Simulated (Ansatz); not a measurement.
WC: the change of pressure and energy less free atoms with volume scale

Periodic Kohn-Sham DFT of a crystal at fixed atoms, scaled to volume_scale times the given cell; pressure positive in compression, energy less spherical unpolarised free atoms, largest_vzz the field gradient of largest size among the nuclei. The results are calculated, by Ansatz 0.2.0.

The cell before it is scaled or strained (space group P-6m2, No. 187):
```
WC
1.0
      2.9005     0.0000     0.0000
     -1.4503     2.5119     0.0000
      0.0000     0.0000     2.8290
W C
1 1
Direct
  0.00000 0.00000 0.00000
  0.66667 0.33333 0.50000
```

Settings of every row: method all-electron LAPW; functional PBEsol; relativity scalar; k mesh 14x14x13; filling fermi-dirac; smearing width 0.05 eV; basis error target 0.5 meV/atom; nucleus gaussian.

Atom start moment: 0 on all atoms.

Limits: no spin-orbit coupling on heavy atoms.

| row | volume scale | V (Å³/atom) | pressure (GPa) | energy less free atoms (eV/atom) |
| --- | --- | --- | --- | --- |
| 1 | 0.94 | 9.687 | 27.862 | -11.149 |
| 2 | 0.96 | 9.893 | 17.355 | -11.178 |
| 3 | 0.98 | 10.1 | 7.882 | -11.1941 |
| 4 | 0.99 | 10.203 | ? | ? |
| 5 | 1 | 10.306 | -0.659 | -11.1986 |
| 6 | 1.01 | 10.409 | -4.609 | -11.1969 |
| 7 | 1.02 | 10.512 | -8.358 | -11.1928 |
| 8 | 1.04 | 10.718 | -15.296 | -11.1775 |
| 9 | 1.06 | 10.924 | -21.544 | -11.1537 |

Question: what pressure and energy less free atoms should row 4 give?

Worked fit of pressure. Take u = (V_r/V)^(2/3) − 1 with V_r = 10.357 Å³ an atom, which is twice the finite (Eulerian) strain; such expansions in the strain, on which the Birch-Murnaghan equation of state is built, carry the rest volume and the bulk modulus. The shown rows have u = 0.04559, 0.03103, 0.01689, 0.0033, -0.00333, -0.00985, -0.02258, -0.03491. Least squares give pressure = −2.6459 + 596.41 × u + 1586.82 × u² GPa; a straight line predicts inner rows, each left out in turn, worse (root mean square 0.82 against 0.02 GPa). The rows lie off it by 0.019, -0.034, 0.002, 0.001, 0.005, 0.009, 0.008, -0.011 (root mean square 0.015 GPa). The pressure vanishes at u = 0.0044, or V = 10.29 Å³ an atom, and there the bulk modulus at fixed shape and fractions is B = −V dP/dV = (2/3)(1 + u) dP/du = 409 GPa. Letting shape and atoms relax would as a rule lower it, by much in layered, chain or molecular crystals. The withheld row has u = 0.01004, so the fit gives −2.6459 + 596.41 × (0.01004) + 1586.82 × (0.01004)² = 3.502 GPa.

The calculation gave 3.501 GPa. The fit lies 0.001 GPa (0.002 % of the column's range) above it, one unit of the last digit.

Worked fit of energy less free atoms. Take u = (V_r/V)^(2/3) − 1 with V_r = 10.357 Å³ an atom, which is twice the finite (Eulerian) strain; such expansions in the strain, on which the Birch-Murnaghan equation of state is built, carry the rest volume and the bulk modulus. The shown rows have u = 0.04559, 0.03103, 0.01689, 0.0033, -0.00333, -0.00985, -0.02258, -0.03491. Least squares give energy less free atoms = −11.19812 − 0.2541 × u + 29.18 × u² eV/atom; a straight line predicts inner rows, each left out in turn, worse (root mean square 0.015 against 6.3e-05 eV/atom). The rows lie off it by 0.0001, -0.0001, 0.0000, 0.0000, 0.0001, 0.0000, 0.0000, 0.0000. Its lowest point lies at u = 0.0044, or V = 10.29 Å³ an atom, and the curvature there gives the bulk modulus at fixed shape and fractions, B = (4/9)(1 + u)² E″(u)/V = 407 GPa. Letting shape and atoms relax would as a rule lower it, by much in layered, chain or molecular crystals. The withheld row has u = 0.01004, so the fit gives −11.19812 − 0.2541 × (0.01004) + 29.18 × (0.01004)² = -11.1977 eV/atom.

The calculation gave -11.1977 eV/atom. The fit meets it to the printed digit.
